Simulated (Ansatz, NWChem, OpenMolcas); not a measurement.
# CH2F2 (difluoromethane): the energy, rung by rung

The species is CH2F2 (5 atoms), meant as a singlet with charge 0. As SMILES, `FCF`. Geometry: relaxed at PBE0-D4/def2-TZVP.

```xyz
5

F    -1.0733    0.1912    0.6983
C     0.0101   -0.0169   -0.0823
F     1.0905   -0.1792    0.7132
H    -0.1427   -0.9329   -0.6595
H     0.1653    0.8642   -0.7111
```

Each level gives the energy change with the C2–H5 bond stretched from 1.094 to 2.406 Å (eV). The values are calculated.

| level | kind | program | value (eV) | less CCSD(T)/aug-cc-pVDZ | CPU time (all runs) |
| --- | --- | --- | --- | --- | --- |
| BLYP/aug-cc-pVDZ (restricted) | GGA | OpenMolcas | 4.06 | 0.00 | 50 s |
| TPSS/aug-cc-pVDZ (restricted) | meta-GGA | OpenMolcas | 4.34 | +0.28 | 69 s |
| r2SCAN/aug-cc-pVDZ (restricted) | meta-GGA | OpenMolcas | 4.49 | +0.43 | 75 s |
| BHLYP/aug-cc-pVDZ (restricted) | global hybrid | NWChem | 5.24 | +1.18 | 34 s |
| r2SCAN0/aug-cc-pVDZ (restricted) | hybrid meta-GGA | Ansatz | 4.95 | +0.89 | 17 s |
| PBE-QIDH/aug-cc-pVDZ (restricted) | double hybrid | Ansatz | 5.07 | +1.01 | 13 s |
| BCCD(T)/aug-cc-pVDZ (restricted) | coupled cluster or CI | Ansatz | 4.06 | 0.00 | 51 s |
| CCSD(T)/aug-cc-pVDZ (restricted) | coupled cluster or CI | Ansatz | 4.06 | 0.00 | 34 s |

Differences are taken from CCSD(T)/aug-cc-pVDZ (restricted) for orientation; it has basis-set and higher-order errors of its own. Its T1 diagnostic reaches 0.025, a sign that one reference may not serve. At this stretch a single reference begins to fail. The first shape isn't each level's own minimum. The values span 4.06 to 5.24 eV. Times are those of the runs behind each value, whatever else they computed, on shared processors of several kinds: orders of magnitude only.

Stretching the C–H bond costs more energy as exact exchange is mixed in: from 4.06 eV in BLYP to 5.24 eV in BHLYP, and from 4.49 eV in r2SCAN to 4.95 eV in r2SCAN0. The cause is left-right correlation. A closed-shell determinant keeps both electrons in the σ bonding orbital, and so retains too much ionic character as the fragments move towards CHF2 and H radicals. Semilocal exchange partly mimics the missing correlation, whereas exact exchange does not. PBE-QIDH falls below BHLYP despite its larger share of exact exchange, probably because its perturbative correlation recovers part of the loss.

BLYP's match with CCSD(T) therefore suggests error cancellation rather than a sound description of the breaking bond. The agreement of BCCD(T) with CCSD(T) indicates that the choice of orbitals matters little here, but it is not independent confirmation, as both treat triples perturbatively. The energy at this finite stretch is also not a bond dissociation energy, which would require the separated, relaxed radicals.
